**Q:** I have the energy of a TiRh crystal that is stretched or squashed along one axis while its volume stays fixed. I expected one bowl with a lowest point. Instead the energy rises, falls and rises again. Is one of the points wrong?

TiRh (CuAu type, L1_0) stretched or squashed along c at fixed volume, from an unrelaxed cell with a = 2.988 and c = 3.350 Å. Ansatz 0.2.0, plane-wave LDA with PBE PAW datasets, scalar-relativistic, no spin polarisation, cutoff 420 eV, k mesh 18×18×16, Gaussian smearing 0.15 eV. Energies are free energies relative to the starting cell; pressure is positive in compression.

| axial ratio (over its starting value) | energy change (meV/atom) | pressure (GPa) |
| --- | --- | --- |
| 0.85 | 13.0 | -11.47 |
| 0.92 | 15.1 | -11.44 |
| 0.96 | 7.2 | -11.68 |
| 1 | ? | ? |
| 1.05 | -1.5 | -12.14 |
| 1.1 | 12.1 | -12.22 |
| 1.2 | 79.4 | -12.18 |

**A:** Probably not. The axial ratio counts from the starting cell, and that cell is already stretched. What matters to the crystal is c/a, the height of the cell over its width, which is 1.12 at the start. Work out c/a for your first two rows.

**Q:** 0.95 and 1.03. So the path passes through c/a = 1 between them.

**A:** There the cell is a cube, with Ti at the corners and Rh in the centre. This is the B2 structure, and the path meets it at an axial ratio of 0.89. Your first row is squashed relative to the cube and the others are stretched. The energy seems to have a hilltop near the cube, with a descent on either side, though only one row shows the squashed side.

**Q:** Could the hilltop lie anywhere, or does it have to be at the cube?

**A:** Symmetry settles that. Stretch the cube slightly along x, then by the same amount along y, then along z, each time at fixed volume. To first order the three steps cancel and you have the cube back, so their first-order energies must add up to zero. But in a cube the three directions are equivalent, so the three energies are also equal. Three equal numbers with the sum zero are each zero: the energy curve is flat at B2, which makes it a hilltop, a valley floor or a level step.

**Q:** Do the numbers know about this?

**A:** You can ask them. Take a cubic polynomial that is free to put its maximum where it likes, and fit it to the known rows except the last. Its maximum comes out at c/a = 0.993, within one per cent of the cube. With four constants on five rows this is a modest test, but nobody told the polynomial where the cube was.

**Q:** And why a hilltop? Symmetry would allow a valley just as well.

**A:** It would, and there are B2 compounds in which the cube is the valley. A possible explanation for an unstable cube is a band Jahn–Teller effect. In the cube, certain d states have equal energies by symmetry. A stretch pushes some down and others up, and if the Fermi level lies among them, electrons move into the lowered ones. For a small stretch, both the splitting and the number of electrons that move grow in proportion to it, so the gain grows as its square.

**Q:** The ordinary elastic cost also grows as the square.

**A:** Hence the two compete from the first small step, and the stronger one decides between hilltop and valley. For a large stretch the supply of electrons that profit runs out, while the cost keeps growing, so the energy must turn up again. That fits the steep rise to 79.4 meV/atom in the last row. These energies alone can't identify the d states as the cause; a density of states near the Fermi level would be the place to look.

**Q:** Can I put this into a formula and predict the row with the question marks?

**A:** Use $t=\ln(c/a)$, which is zero at the cube. Symmetry removes the linear term, but a cubic term may stay, because stretching and squashing are different deformations:

$$E = E_0 + A\,t^2 + B\,t^3 .$$

Here $E$ is the energy change, $E_0$ its value at the cube, and $A$ and $B$ are constants; a negative $A$ means a hilltop. The pressure is minus the derivative of the energy with respect to volume at fixed shape. Since $E_0$, $A$ and $B$ each depend on volume, the pressure has the same form with other constants.

**Q:** Do I fit it to every row I have?

**A:** Leave out the row at 1.2. Its c/a of 1.35 is close to the 1.41 of an fcc-like arrangement, and a short expansion about the cube need not reach that far. That leaves five rows for three constants.

**Q:** For the pressure in GPa I get $-11.37$, $-62.9$ and $207.3$. At axial ratio 1, $t=\ln 1.121=0.1142$, so

$$P = -11.37 - 62.9\times 0.0130 + 207.3\times 0.00149 = -11.37-0.82+0.31 = -11.88\ \text{GPa}.$$

**A:** Then our forecast is −11.9 GPa, with a range from −12.0 to −11.8. The range is set by hand at somewhat over twice the typical misfit. What do you forecast for the energy?

**Q:** That needs no model. Energies are counted from the undisturbed cell, and axial ratio 1 is the undisturbed cell. It has to be exactly 0.

**A:** Right, so that forecast earns no credit. It does offer a fair test of the formula, which never saw that row: its own value should fall within 3 meV/atom of zero. Now compare.

The withheld rows as computed:

| axial ratio (over its starting value) | energy change (meV/atom) | pressure (GPa) |
| --- | --- | --- |
| 1 | 0.0 | -11.91 |

**Q:** The pressure is −11.91 GPa. The formula's −11.88 missed it by 0.03 GPa, well inside the range. Does that confirm the symmetry argument?

**A:** It confirms that the pressure runs smoothly. Draw a straight line between the two neighbouring rows and you get $-11.68-\tfrac{4}{9}\times 0.46=-11.88$ GPa, the same forecast with no symmetry at all. A point between close neighbours is an easy target.

**Q:** And the energy?

**A:** The formula gives 0.7 meV/atom where the true value is zero by definition, so it passes. This target was harder, because the curve bends strongly there: a straight line between the neighbours would give about $7.2-\tfrac{4}{9}\times 8.7=3.3$ meV/atom. The polynomial with the free slope comes closer still, at −0.2.

**Q:** So the version that ignores symmetry wins?

**A:** As an interpolation, yes. It has one more constant, and it also follows the squashed row, where our formula is 2.4 meV/atom too low. But it buys this with a small slope at the cube, which the exact energy can't have. That slope must stand in for higher terms that both formulas cut off, or for small numerical errors. Use the free polynomial to read values between the stretched rows, where the withheld point tested it, and the symmetry to understand why the hilltop sits at the cube.

**Q:** How far can I trust either of them beyond the fitted rows?

**A:** Not far. At axial ratio 1.2 our formula gives 102 meV/atom, while the calculation gives 79. For the pressure it bends back up to −11.5 GPa, while the computed value stays near −12.2. The printed analysis below shows these misses beside the fits.

**Q:** Would the fcc-like shape pin the curve in the same way, if I went on stretching?

**A:** In a pure metal it would. With one kind of atom, c/a = 1 is bcc and c/a = 1.41 is fcc; both are cubic, so the energy curve is flat at both. In TiRh the atoms lie in alternating layers of Ti and Rh, and these single out one axis even when the positions are those of fcc. Only the cube at c/a = 1 keeps its full symmetry, so only there does symmetry guarantee a flat point.

**Q:** For practical use, which shape does this alloy prefer?

**A:** Of the shapes computed at this volume, a stretched one. On the squashed side the rows stop at a c/a of 0.95, so a valley further out can't be ruled out. On the stretched side the formula puts the minimum at a c/a of about 1.16, with the cube some 20 meV/atom higher. B2 itself was not computed, so that height comes from the fit. The floor of the valley is shallow: the row at 1.05 is only 1.5 meV/atom below the starting cell, and a finer mesh or less smearing could shift the exact minimum.

**Q:** The pressures trouble me. Around −12 GPa means that the crystal is under strong tension and wants to shrink. Might it choose the cube once it has the right volume?

**A:** Some of that tension is to be expected from LDA, which tends to bind metals too tightly and so prefers a smaller volume. The PAW datasets, made for PBE, may shift the pressure as well. But the differences between the rows speak against the cube. The tension at 1.05 is 0.7 GPa greater than at 0.92, where the cell is nearly cubic, so the row at 1.05 lowers its energy more when both shrink. For one per cent less volume, its lead of 16.6 meV/atom grows by about 0.7. So, to first order, a smaller volume favours the stretched shape further. Whether this holds all the way to the volume of zero pressure was not computed.

**Q:** So I should never expect to meet cubic TiRh?

**A:** That would go too far, because the calculation is for zero temperature. In many shape-memory alloys, heat stabilises a cubic phase that gives way to a distorted one on cooling, and a hilltop at the cube is compatible with such behaviour. What you can take from these rows is that, at this level of theory and at this volume, the cold cubic crystal lowers its energy by stretching.

Printed output of the fit:

```
fit of energy_change on 5 rows (t < 0.25): constant 18.55 +/- 1.8, coefficient of t**2 -2814 +/- 458, coefficient of t**3 12696 +/- 2133; rms 1.31, worst 0.85 -2.39, leave-one-out rms 4.17
  rows outside the fit (model, value, miss): 1.0 0.7441, 0, 0.744; 1.2 102.4, 79.4, 23
fit of pressure on 5 rows (t < 0.25): constant -11.37 +/- 0.055, coefficient of t**2 -62.9 +/- 14, coefficient of t**3 207.3 +/- 64; rms 0.0394, worst 0.85 -0.0673, leave-one-out rms 0.0694
  rows outside the fit (model, value, miss): 1.0 -11.88, -11.91, 0.0293; 1.2 -11.49, -12.18, 0.69
fit of energy_change on 5 rows (t < 0.25): constant 18.29 +/- 0.13, coefficient of t -35.69 +/- 1.8, coefficient of t**2 -2457 +/- 37, coefficient of t**3 11857 +/- 157; rms 0.0653, worst 0.96 -0.104, leave-one-out rms 0.903
  rows outside the fit (model, value, miss): 1.0 -0.19, 0, -0.19; 1.2 101.1, 79.4, 21.7
Shape and models:
   row    c/a  energy model (meV/atom)  pressure model (GPa)
  0.85  0.953                    10.61                -11.54
  0.92  1.031                    16.23                -11.42
  0.96  1.076                    8.388                -11.63
   1.0  1.121                   0.7441                -11.88
  1.05  1.177                   -1.208                -12.14
   1.1  1.233                    11.88                -12.22
   1.2  1.345                    102.4                -11.49
Axial ratio at which the path crosses B2: 0.8919
c/a of the minimum in the symmetry model: 1.159
Height of B2 above that minimum in the symmetry model (meV/atom): 20.48
c/a of the maximum in the cubic with free slope: 0.9931
Energy at axial ratio 1.05 less that at 0.92 (meV/atom): -16.6
Pressure at axial ratio 1.05 less that at 0.92 (GPa): -0.7
Change of that energy difference when the volume shrinks by 1 percent, first order (meV/atom): -0.6534
```
